## Premises and conventions

A single defect near a transistor channel switches the drain current between two levels as it captures and emits one electron. The mean dwell time with the defect empty is the capture time $\tau_c$, and the mean dwell time with it full is the emission time $\tau_e$. The aim is the temperature dependence of both, in the form that Kirton and Uren (1989) used for random telegraph noise. Energies are in eV, $k$ is Boltzmann's constant and $\beta = 1/kT$. The premises are these.

1. The defect has two long-lived charge states, empty (0) and full (1), which differ by one electron. The lattice thermalises in each state long before the next transition.
2. The electron comes from and returns to one parabolic, isotropic, three-dimensional conduction valley of mass $m^*$, with a non-degenerate thermal population of density $n$ at the lattice temperature.
3. The thermally averaged cross-section is activated, $\sigma = \sigma_0 e^{-\beta E_B}$, with $\sigma_0$ and $E_B$ independent of $T$.
4. Pressure, and the electrostatic potential difference between defect site and channel, stay fixed as $T$ varies.

By premise 1 the switching has no memory. A full defect survives for a time $t$ with probability $e^{-e_n t}$, so $\tau_e = \int_0^\infty t\, e_n e^{-e_n t}dt = 1/e_n$, and likewise $\tau_c = 1/c_n$, where $e_n$ and $c_n$ are rates in s$^{-1}$.

## Step 1: why capture is activated

Take one classical lattice coordinate $Q$ with force constant $K$ in both charge states. With the electron at the band edge, $U_0 = \tfrac12 KQ^2$. With the electron bound, $U_1 = \tfrac12K(Q-Q_0)^2 - \Delta E$, where $\Delta E$ is the binding energy. Define the relaxation energy $\lambda = \tfrac12KQ_0^2$. A non-radiative transition conserves energy at fixed $Q$, so it happens where $U_0 = U_1$. The quadratic terms cancel, leaving $KQ_0Q = \lambda - \Delta E$. Inserting this $Q$ in $U_0$, with $KQ_0^2 = 2\lambda$,

$$E_B = \frac{(\lambda-\Delta E)^2}{4\lambda}, \qquad E_B+\Delta E = \frac{(\lambda+\Delta E)^2}{4\lambda}. \tag{1}$$

The probability density of finding the lattice at the crossing carries the factor $e^{-\beta E_B}$, which motivates premise 3. A DX-like centre has $\lambda \gg \Delta E$, so $E_B \approx \lambda/4$ can exceed the binding energy itself.

**Predict.** An electron with kinetic energy $\varepsilon$ releases $\Delta E+\varepsilon$ and so sees a lower barrier. Does averaging over $\varepsilon$ change the activation energy?

To leading order it does not. From (1) the barrier falls by $a\varepsilon$ with $a = (\lambda-\Delta E)/2\lambda < 1/2$ for $\Delta E>0$. The electron flux per unit energy is proportional to $\varepsilon e^{-\beta\varepsilon}$ (Step 4), so the average multiplies the rate by

$$\frac{\int_0^\infty \varepsilon\, e^{-(1-a)\beta\varepsilon}d\varepsilon}{\int_0^\infty \varepsilon\, e^{-\beta\varepsilon}d\varepsilon} = \frac{1}{(1-a)^2}.$$

This factor approaches 4 for $\lambda\gg\Delta E$, does not depend on $T$, and is absorbed in $\sigma_0$. The neglected term $\varepsilon^2/4\lambda$ changes the exponent by an amount of order $kT/\lambda$.

## Step 2: the trap level is a Gibbs energy

Let $G_0$ and $G_1$ be the Gibbs energies of the crystal with the defect empty and full, each summed over all electronic and vibrational sublevels of that charge state. In equilibrium with an electron reservoir of chemical potential $E_F$, the state with $N$ bound electrons has weight $e^{-\beta(G_N - NE_F)}$. Therefore

$$\frac{P_1}{P_0} = e^{\beta(E_F-E_T)}, \qquad E_T \equiv G_1-G_0. \tag{2}$$

No degeneracy factor stands in front, because $G_0$ and $G_1$ already contain it. The band edge $E_C(T)$ is defined in the same sense, as the change in the Gibbs energy of the crystal when one electron is put in a definite state at the valley minimum. The Gibbs energy of emission and its two parts are

$$\Delta G \equiv E_C-E_T = \Delta H - T\Delta S, \qquad \Delta S = -\left(\frac{\partial \Delta G}{\partial T}\right)_p. \tag{3}$$

The sign convention is final minus initial for the process full $\to$ empty plus electron at the band edge, so $\Delta G>0$ for a level below $E_C$.

**Predict.** Which degrees of freedom belong in $\Delta S$, and which one is deliberately left out?

A classical oscillator of frequency $\omega$ has entropy $k[1+\ln(kT/\hbar\omega)]$. With electronic and orientational degeneracies $g_0$ and $g_1$,

$$\frac{\Delta S}{k} = \ln\frac{g_0}{g_1} + \sum_i \ln\frac{\omega_i^{\rm full}}{\omega_i^{\rm ionised}}. \tag{4}$$

A simple donor with $g_0=1$ and $g_1=2$ contributes $-0.69$; modes that soften on emission contribute positively. The translational and spin entropy of the free electron is left out, because it appears separately through $N_C$.

## Step 3: detailed balance, state by state

Let $r_c(E)$ be the rate of capture from one occupied band state of energy $E$, and $r_e(E)$ the rate of emission into that state when it is empty. With density of states $g(E)$ and occupation $f(E)$,

$$c_n = \int g\,r_c\,f\,dE, \qquad e_n = \int g\,r_e\,(1-f)\,dE. \tag{5}$$

Microscopic reversibility makes each elementary transition balance its reverse in equilibrium: $P_0 r_c f = P_1 r_e(1-f)$. The Fermi function obeys $f/(1-f) = e^{-\beta(E-E_F)}$.

**Predict.** Combine these two relations with (2). Does $E_F$ survive?

It cancels:

$$r_e(E) = r_c(E)\,e^{-\beta(E_F-E_T)}e^{-\beta(E-E_F)} = r_c(E)\,e^{-\beta(E-E_T)}. \tag{6}$$

Relation (6) involves only the defect, the lattice temperature and the band state, so by premise 1 it holds out of electronic equilibrium too. Now use premise 2: $f \to e^{-\beta(E-E_F)}$ and $1-f\to1$. Both rates then contain the same integral $J=\int g\,r_c\,e^{-\beta(E-E_C)}dE$:

$$c_n = J\,e^{-\beta(E_C-E_F)}, \qquad e_n = J\,e^{-\beta\Delta G}. \tag{7}$$

The emission rate is independent of $n$. The ratio gives $\tau_e/\tau_c = c_n/e_n = e^{\beta(E_F-E_T)}$, which equals $P_1/P_0$ as it must.

## Step 4: the two time constants

The cross-section is defined, per unit volume, by $r_c = \sigma v(E)$, with $v$ the speed of the state. For wavevector $\kappa$ and two spin directions, $g\,dE = \kappa^2d\kappa/\pi^2$ and $v = \hbar^{-1}dE/d\kappa$, so $gv = \kappa^2/\pi^2\hbar = 2m^*\varepsilon/\pi^2\hbar^3$ with $\varepsilon = E-E_C$. Taking the averaged $\sigma$ outside the integral,

$$J = \sigma\,\frac{2m^*}{\pi^2\hbar^3}\int_0^\infty \varepsilon\, e^{-\beta\varepsilon}d\varepsilon = \sigma\,\frac{16\pi m^*k^2}{h^3}\,T^2 \equiv \sigma\,\gamma\, T^2. \tag{8}$$

The same quantity is $\sigma\bar v N_C$, with the mean speed and the effective density of states

$$\bar v = \sqrt{\frac{8kT}{\pi m^*}} \propto T^{1/2}, \qquad N_C = 2\left(\frac{2\pi m^*kT}{h^2}\right)^{3/2} \propto T^{3/2}.$$

Multiplying them out gives $\bar vN_C = \gamma T^2$. The other common convention, the root-mean-square speed $\sqrt{3kT/m^*}$, is larger by the factor 1.085 and only rescales the reported $\sigma_0$. With $n = N_Ce^{-\beta(E_C-E_F)}$, premise 3 and $\beta\Delta G = \beta\Delta H-\Delta S/k$, equations (7) and (8) give the result:

$$\tau_c = \frac{e^{E_B/kT}}{\sigma_0\bar v n}, \qquad \tau_e = \frac{e^{(E_B+\Delta H)/kT}\,e^{-\Delta S/k}}{\sigma_0\bar vN_C}. \tag{9}$$

Emission climbs to the same crossing point as capture but starts from lower down, which is why $E_B$ appears in both. A positive $\Delta S$ shortens $\tau_e$.

## Step 5: what the Arrhenius slope measures

From (7), (8) and premise 3,

$$\ln(T^2\tau_e) = \beta E_B+\beta\Delta G(T) - \ln(\sigma_0\gamma). \tag{10}$$

**Predict.** $\Delta H$ and $\Delta S$ may both depend on $T$. Does the slope of (10) against $\beta$ then pick up a term from $d\Delta S/dT$?

It does not. Since $\beta\,d/d\beta = -T\,d/dT$,

$$\frac{d(\beta\Delta G)}{d\beta} = \Delta G - T\frac{d\Delta G}{dT} = \Delta G+T\Delta S = \Delta H(T), \tag{11}$$

which is the Gibbs–Helmholtz relation. The terms from the derivatives of $\Delta H$ and $\Delta S$ cancel because $d\Delta H = T\,d\Delta S$ at fixed pressure. The tangent to (10) at $T_0$ therefore has slope $E_B+\Delta H(T_0)$. Its intercept at $\beta=0$ is the value of (10) minus $\beta_0$ times the slope, namely $-\Delta S(T_0)/k-\ln(\sigma_0\gamma)$. A level depth that shrinks linearly with $T$ is an entropy in this sense and leaves the slope untouched. A heat-capacity difference $\Delta C_p = d\Delta H/dT$ curves the plot, and the intercept then belongs to the tangent at $T_0$, not to a physical limit of infinite temperature.

The intercept yields one number, the apparent cross-section $\sigma_{\rm app}=\sigma_0e^{\Delta S/k}$. Emission data alone can separate neither $\sigma_0$ from $\Delta S$ nor $E_B$ from $\Delta H$.

**Predict.** A telegraph trace gives $\tau_c$ as well. At known, fixed $n$, which powers of $T$ make straight lines of $\tau_c$ and of $\tau_e/\tau_c$?

Write $\bar v = v_1T^{1/2}$ and $N_C = N_1T^{3/2}$. Then (9) gives

$$\ln(T^{1/2}\tau_c) = \beta E_B-\ln(\sigma_0v_1n), \qquad \ln\!\left(T^{3/2}\frac{\tau_e}{\tau_c}\right) = \beta\Delta H-\frac{\Delta S}{k}+\ln\frac{n}{N_1}. \tag{12}$$

The first line gives $E_B$ and $\sigma_0$, and the second gives $\Delta H$ and $\Delta S$ without any reference to the capture mechanism. If $n$ varies with $T$, one plots $nT^{1/2}\tau_c$ and $T^{3/2}\tau_e/n\tau_c$.

A wrong power of $T$ costs a known amount. Because $d\ln T/d\beta=-kT$, multiplying the plotted quantity by an extra $T^r$ lowers the slope by $r\,kT$. A plot of bare $\ln\tau_e$ has slope $E_B+\Delta H+2kT$.

## Step 6: a centre in the barrier

**Predict.** The centre sits in AlGaAs, where the local band edge lies an energy $\Delta$ above the GaAs channel edge, and suppose that electrons reach it through the alloy band. Which of $E_B$, $\Delta H$ and $E_B+\Delta H$ depends on the band chosen as reference?

With a common $E_F$, the density at the site is $n_A = n\,(N_A/N_C)\,e^{-\beta\Delta}$, where $N_A$ is the effective density of states of the alloy. A rate $\sigma_{0A}\bar v_An_Ae^{-\beta E_{BA}}$, rewritten in terms of the channel $n$, has $E_B=E_{BA}+\Delta$ and $\sigma_0\bar vN_C = \sigma_{0A}\bar v_AN_A$. From (3), $\Delta H=\Delta H_A-\Delta$ for constant $\Delta$. The sum $E_B+\Delta H$ is unchanged, since it is the height of the crossing above the full state. The split depends on composition, depth and gate bias through $\Delta$, and $\sigma_0$ referred to the channel absorbs the ratio of the two values of $\gamma$. For direct transfer by tunnelling, $\sigma_0$ holds the tunnelling factor, and a bias-induced change of $\Delta E$ alters both barriers through (1).

## Range of validity

The sizes below are for 200 K, where $kT=17.23$ meV.

- **Degeneracy.** Keeping $1-f$ in (5) for an energy-independent $\sigma$ lowers $e_n$ by the fraction $n/4N_C$ to first order, about 1 % at $n/N_C=0.042$. For a degenerate channel (9) fails and $\tau_e$ depends on $E_F$, but $\tau_e/\tau_c=e^{\beta(E_F-E_T)}$ still follows from (5) and (6).
- **Quantised channel.** For one non-degenerate subband the state count $m^*kT/\pi\hbar^2$ is linear in $T$. If the rate still scales with the in-plane speed, the proper plot is $T^{3/2}\tau_e$, energies refer to the subband bottom, and a $T^2$ plot reads low by $kT/2=8.6$ meV. Any power law in $\sigma_0(T)$ acts through the same rule.
- **Band shape.** With $\hbar^2\kappa^2/2m^*=\varepsilon(1+\alpha\varepsilon)$, (8) gains the factor $1+2\alpha kT$. The two-band estimate $\alpha\approx1/E_g$ with the compiled GaAs gap of 1.42 eV (300 K; Wing 2021) gives 1.024, and the slope rises by 0.4 meV. If $m^*$ scales with the gap, which is compiled as 1.519 eV at 0 K (Vurgaftman 2001), it falls by 6.5 % up to 300 K; at that mean rate the slope falls by 0.7 meV.
- **Heat capacity.** An illustrative $\Delta C_p=k$ moves $\Delta H$ by 5.2 meV across a 60 K window.
- **Lattice tunnelling.** For one quantised mode $\hbar\omega$, with $S=\lambda/\hbar\omega$, $x=\beta\hbar\omega/2$ and $\Delta E=0$, the thermal Franck–Condon weight is $e^{-S\coth x}I_0(S/\sinh x)$, with $I_0$ the modified Bessel function. For large argument $I_0(z)$ grows as $e^z/\sqrt{2\pi z}$, so the exponent is $-S(\cosh x-1)/\sinh x=-S\tanh(x/2)$. Its slope against $\beta$ has magnitude $E_B\,\mathrm{sech}^2(\beta\hbar\omega/4)$ with $E_B=\lambda/4$; the square root is a classical $T^{-1/2}$ factor, covered by the rule on powers. For the compiled GaAs LO frequency of 293 cm$^{-1}$ (Han 2011), or 36.3 meV, the reduction factor is 0.77. For an assumed soft mode of 10 meV it is 0.98. On a barrier of 0.33 eV with $\Delta E\ll\lambda$ these amount to roughly 77 and 7 meV. The first is comparable to $\Delta H$ below, so premise 3 needs a soft mode or a higher temperature. Both slopes fall together, and the second line of (12) is unaffected.
- **Two-electron centres.** In the negative-$U$ model of Chadi and Chang (1988) the DX state binds two electrons. Then $N=2$ in the weight of Step 2, and $\tau_e/\tau_c=(n/N_C)^2e^{\beta\Delta G_2}$, with $\Delta G_2$ for both electrons. The ratio plot needs $T^3$. If the first emission limits the rate, the $\tau_e$ of (9) applies to that step alone. The exponent of $n$ in $\tau_e/\tau_c$ at fixed $\Delta$ tells the cases apart.
- **Fixed potential.** A sweep of $T$ at fixed gate voltage generally changes $\Delta$ and breaks premise 4.

## Numerical illustration

The model is a one-electron DX-like centre in AlGaAs beside a non-degenerate GaAs channel. The mass is the compiled $\Gamma$-valley value $m^*=0.067\,m_e$ (0 K; Vurgaftman 2001). The other inputs are assumed: $n=10^{16}$ cm$^{-3}$, $E_B=0.33$ eV, $\Delta H=0.10$ eV, $\sigma_0=10^{-14}$ cm$^2$ and $\Delta S=3k$, all referred to the channel band edge. The sum $E_B+\Delta H$ was set to the typical emission energy of the Si DX centre in AlGaAs, about 0.43 eV. The product $\sigma_0e^{\Delta S/k}$ was chosen to reproduce its typical emission time, milliseconds to tenths of a second near 200 K. The split was chosen to put $E_T$ near $E_F$, since only such a centre switches visibly. The results are the model's and test nothing about the real defect.

From (8), $\gamma=2.010\times10^{20}$ cm$^{-2}$ s$^{-1}$ K$^{-2}$. With $e^3=20.1$, $\sigma_{\rm app}=2.01\times10^{-13}$ cm$^2$, and the intercept is $1/\sigma_{\rm app}\gamma=2.48\times10^{-8}$ K$^2$ s.

**Predict.** At 200 K, $N_C=2.37\times10^{17}$ cm$^{-3}$ and $\bar v = 3.39\times10^7$ cm/s. The enthalpy puts the level 100 meV below $E_C$, while $E_C-E_F=kT\ln(N_C/n)=54.55$ meV. Is the centre mostly full?

No. The occupation follows $\Delta G=100-51.70=48.30$ meV, so $E_T$ lies 6.25 meV above $E_F$ and $\tau_e/\tau_c=0.696$.

| $T$ (K) | $\tau_c$ | $\tau_e$ | $T^2\tau_e$ (K$^2$ s) | $P_1$ |
|---|---|---|---|---|
| 170 | 1.94 s | 4.79 s | $1.39\times10^5$ | 0.71 |
| 200 | 60.9 ms | 42.4 ms | $1.70\times10^3$ | 0.41 |
| 230 | 4.68 ms | 1.24 ms | 65.5 | 0.21 |

Here $P_1=\tau_e/(\tau_c+\tau_e)$. Between 170 and 230 K, $\beta$ changes by 17.81 eV$^{-1}$. With unrounded entries $\ln(T^2\tau_e)$ changes by 7.657, a slope of 0.430 eV, which returns $E_B+\Delta H$ and not $E_B+\Delta G=0.378$ eV. The bare $\ln\tau_e$ changes by 8.262, a slope of 0.464 eV, too high by about $2kT=34.5$ meV. The two plots of (12) return 0.330 and 0.100 eV.

The intercept is a long extrapolation. A slope uncertain by 10 meV, pivoting about the 200 K point, changes $\sigma_{\rm app}$ by the factor 1.79; in the ratio plot it shifts $\Delta S$ by $0.58\,k$. Finally, $dP_1/dt=c_nP_0-e_nP_1$ relaxes at the rate $c_n+e_n$, so the Lorentzian noise spectrum of the model centre has its corner at $(1/\tau_c+1/\tau_e)/2\pi=6.4$ Hz at 200 K.